## Six stiffnesses without names

Cubic boron arsenide has three independent elastic constants. C11 is the stress along a cube axis per unit strain along that axis, and C12 is the stress along one cube axis per unit strain along another. C44 measures the resistance to shearing the cube faces. The bulk modulus, written K here, measures the resistance to uniform compression and follows from C11 and C12.

The table below has six rows. Rows D, E and F hold computed values. Rows A, B and C stand for measured values, which the table doesn't print: A is 285 GPa, B is 149 GPa and C is 148 GPa. In each set one value is C11, one is C44 and one is K. Two values are given in advance: C12 is 48 GPa in the calculation and 79.5 GPa in the measured set, where it was derived from C11 and a bulk modulus taken from the literature. Which value is which?

Elastic constants of cubic BAs, computed with GPAW 26.7.0 using the TASK functional without spin–orbit coupling, GPAW PAW data sets (gpaw-data 1.2.1), a plane-wave cutoff of 800 eV and a 7 × 7 × 7 k-point mesh. The cell was relaxed first, then strained by 0.005, with the atoms free to relax under strain. Candidates: 8, 5, 4, 3, 6, 7.

| row | computed constant (GPa) |
| --- | --- |
| A | n/a |
| B | n/a |
| C | n/a |
| D | 272 |
| E | 149 |
| F | 122.5 |

The candidates are row numbers of the full table, which is ordered by size and begins with the two C12 values. The physical names have to come from a relation between the constants.

## The relation that sorts them

Strain the crystal by the same small amount e along all three cube axes. The stress along each axis is then C11·e from its own strain plus 2·C12·e from the other two. The volume changes by the fraction 3e, and K is the stress divided by that fraction:

K = (C11 + 2·C12)/3

This is exact for a cubic crystal. It makes K a weighted average of C11 and C12, so K lies between them. C44 doesn't enter and takes whichever value is left over.

## The computed set: a sure assignment

Try the largest computed value, row D, as C11. The relation gives (272 + 2·48)/3 = 122.7 GPa, and row F holds 122.5 GPa, which agrees within rounding. If row E were K instead, the relation would miss by 26 GPa. If row E were C11 and row F were K, it would miss by 41 GPa.

Only one pairing closes, so D is C11, F is K and E is C44. The closure is this good because K was evaluated from the same computed constants. It therefore identifies the values without testing their accuracy.

## The measured set: one sure value, two close ones

With row A as C11 the relation gives (285 + 2·79.5)/3 = 148 GPa. Row C fits exactly, and row B misses by only 1 GPa. Taking row B as C11 and row C as K would miss by 45 GPa, so A is surely C11.

Rows B and C are harder to tell apart. Had all the constants been measured independently, a difference of 1 GPa would decide nothing. But the measured C12 was calculated from C11 and a bulk modulus, so the relation should return that bulk modulus within rounding. This favours C as K and leaves B as C44.

The row numbers follow from size: F is 3, C is 4, D is 7 and A is 8. Rows B and E both hold 149 GPa, so size can't tell which of them is row 5 and which is row 6.

## The labels

The rows with their labels:

| row | computed constant (GPa) | what it is | measured constant (GPa) | label in the paper, method, sample | temperature of the measurement (K) | source |
| --- | --- | --- | --- | --- | --- | --- |
| 1 | 48 | C12 | n/a | n/a | n/a | n/a |
| 2 | n/a | n/a | 79.5 | C12; from C11 and literature bulk modulus; bulk crystal | n/a | arXiv:1911.11281 (2019) |
| 3 | 122.5 | bulk modulus (Hill) | n/a | n/a | n/a | n/a |
| 4 | n/a | n/a | 148 | literature experimental value; not stated; bulk crystal | n/a | arXiv:1911.11281 (2019) |
| 5 | 149 | C44 | n/a | n/a | n/a | n/a |
| 6 | n/a | n/a | 149 | C44; picosecond ultrasonics with literature bulk modulus; bulk crystal | 300 | arXiv:1911.11281 (2019) |
| 7 | 272 | C11 | n/a | n/a | n/a | n/a |
| 8 | n/a | n/a | 285 | C11; surface acoustic waves and picosecond ultrasonics; bulk crystal | n/a | arXiv:1911.11281 (2019) |

Row E is row 5 and row B is row 6, and both are indeed C44. The other named rows also confirm the assignment. Row 4 is described only as a literature experimental value, so its reading as the bulk modulus still rests on the relation and on row 6 being C44.

## Why C11 looks good and C12 looks bad

With the names in place, the two sets can be compared. Relative to the measured values, the computed C11 is 5% low, K is 17% low and C12 is 40% low. C44 agrees to the nearest GPa. It may seem odd that one calculation serves C11 so well and C12 so badly.

The pattern becomes clear once compression is separated from change of shape. Let C′ = (C11 − C12)/2, the resistance to stretching the crystal along one cube axis and shortening it along another at constant volume. Together with the relation for K this gives

C11 = K + 4C′/3 and C12 = K − 2C′/3.

The computed K is 25.5 GPa too low, while the computed C′ is about 9 GPa too high. In C11 the two errors partly cancel: −25.5 + 12.3 ≈ −13 GPa. In C12 they add: −25.5 − 6.2 ≈ −32 GPa. The small error of C11 thus hides a larger error in K, and C12 exposes it.

The excess in C′ is less certain than the deficit in K because it is smaller. Both rest on the literature bulk modulus, and so does the measured C12, which is therefore no independent evidence. If that modulus were about 136 GPa instead of 148 GPa, with C11 unchanged, the difference in C′ would vanish. The computed K would still be too low.

The weak C12 matters for strained layers. A film grown on a cube face and stretched in its plane by e becomes thinner by the strain 2(C12/C11)·e. The computed constants give 0.35e and the measured ones 0.56e, so layer spacings predicted from the calculation would respond too little to the in-plane strain.

## Why the crystal is too easy to compress

The likely cause lies in the volume. The calculation used TASK, a density functional designed with band gaps in view rather than bond lengths, and let the cell relax before straining it. The cell grew from 13.63 to 14.47 Å³ per atom, so any volume or bond length quoted for the starting structure doesn't belong to these constants. The starting cell comes from a database, and the estimate below takes its volume to be close to the measured one.

Longer bonds resist compression less, because stiffness follows the curvature of the bond's energy, which falls as the bond is stretched. The size of the effect can be estimated from K′, the rise of K per unit of pressure, which is typically about 4 in solids. A fractional volume change dV/V changes the pressure by −K·dV/V, and therefore changes K by the fraction −K′·dV/V. Summed over a finite expansion, this makes K proportional to V raised to the power −K′.

Here the volume ratio is 14.47/13.63 = 1.062, and 1.062⁻⁴ is about 0.79. The expansion should thus soften the crystal by some twenty percent, which is the size of the observed deficit. The exponent is a typical value and was not adjusted to boron arsenide, so the estimate supports the explanation without proving it. It also assumes that the functional would give the right stiffness at the right volume, which these data don't test.

Temperature and zero-point motion are present in the measured values and absent from the calculation. They usually soften a crystal, so removing them from the measured K would tend to widen the gap. Spin–orbit coupling was left out too, and is expected to matter little, because the energy shifts it causes largely cancel within a filled valence band. Published PAW data sets are generally made with simpler functionals than TASK, and this mismatch may also contribute to the error in volume. No runs with a finer mesh, a higher cutoff or another strain are available to show the numerical error.

## What the agreement in C44 is worth

The same expansion need not spoil the shear constants. In silicon and related tetrahedral crystals they are known to respond to pressure much less than the bulk modulus does. A good C44 beside a poor K is therefore compatible with a volume error, and it doesn't certify the functional. By the same token, the expansion isn't expected to explain the excess in C′.

The agreement also depends on a detail inside the cell. When the crystal is sheared, the boron and arsenic atoms shift against each other and relieve part of the stress. The same calculation with the atoms held in place gives a C44 about 8 GPa higher. The measured C44, for its part, was obtained with the help of a literature bulk modulus.

## A neighbouring case and an open question

The argument can be turned round. The local density approximation usually makes bonds too short, and by the same reasoning this should raise the bulk modulus. In many metals the modulus does come out too high. In silicon it comes out close to experiment despite the short bonds, so a functional's stiffness at a given volume matters as well. The relaxed volume is still the first thing to compare with experiment, and in tetrahedral crystals like this one K is expected to reveal the consequence more plainly than C11 does. The printed output after this text gives the closure tests and the estimate; in its small table of differences, the first five lines are C11, C12, C44, K (called B there) and C′, not rows of the table above.

One calculation would decide how much of the deficit is due to volume: the same functional with the cell held at the measured size. If K then rose to about 148 GPa, the expansion would account for the softness. If it stopped well short of that, the calculation would also be giving the energy too little curvature at the correct volume. Which of the two holds for boron arsenide remains open.

Printed output of the fit:

```
Computed set, (C11+2 C12)/3 with largest value as C11 [GPa]: 122.7
Computed set, closure miss with lower middle value as B and largest as C11 [GPa]: -0.1667
Computed set, closure miss with upper middle value as B and largest as C11 [GPa]: 26.33
Computed set, closure miss with lower middle value as B and upper middle as C11 [GPa]: 40.83
Measured set, (C11+2 C12)/3 with largest value as C11 [GPa]: 148
Measured set, closure miss with lower middle value as B and largest as C11 [GPa]: 0
Measured set, closure miss with upper middle value as B and largest as C11 [GPa]: 1
Measured set, closure miss with lower middle value as B and upper middle as C11 [GPa]: 45.33
Computed less measured:
  row  C11_C12_C44_B_Cprime_then_unused_GPa
    1                                   -13
    2                                 -31.5
    3                                     0
    4                                 -25.5
    5                                  9.25
    6                                     0
    7                                     0
    8                                     0
C11, computed less measured [percent]: -4.561
C12, computed less measured [percent]: -39.62
B, computed less measured [percent]: -17.23
Shear constant C' from computed values [GPa]: 112
Shear constant C' from measured values [GPa]: 102.8
Part of the C11 difference from C' [GPa]: 12.33
Part of the C12 difference from C' [GPa]: -6.167
Measured B that would make C' agree at fixed measured C11 [GPa]: 135.7
Relaxed volume [A^3 per atom]: 14.47
Relaxed volume above input volume [percent]: 6.183
Rough softening of B by this expansion, assumed pressure derivative 4 [percent]: 21.33
Lowering of computed C44 by internal displacement of the atoms [GPa]: 8.17
```
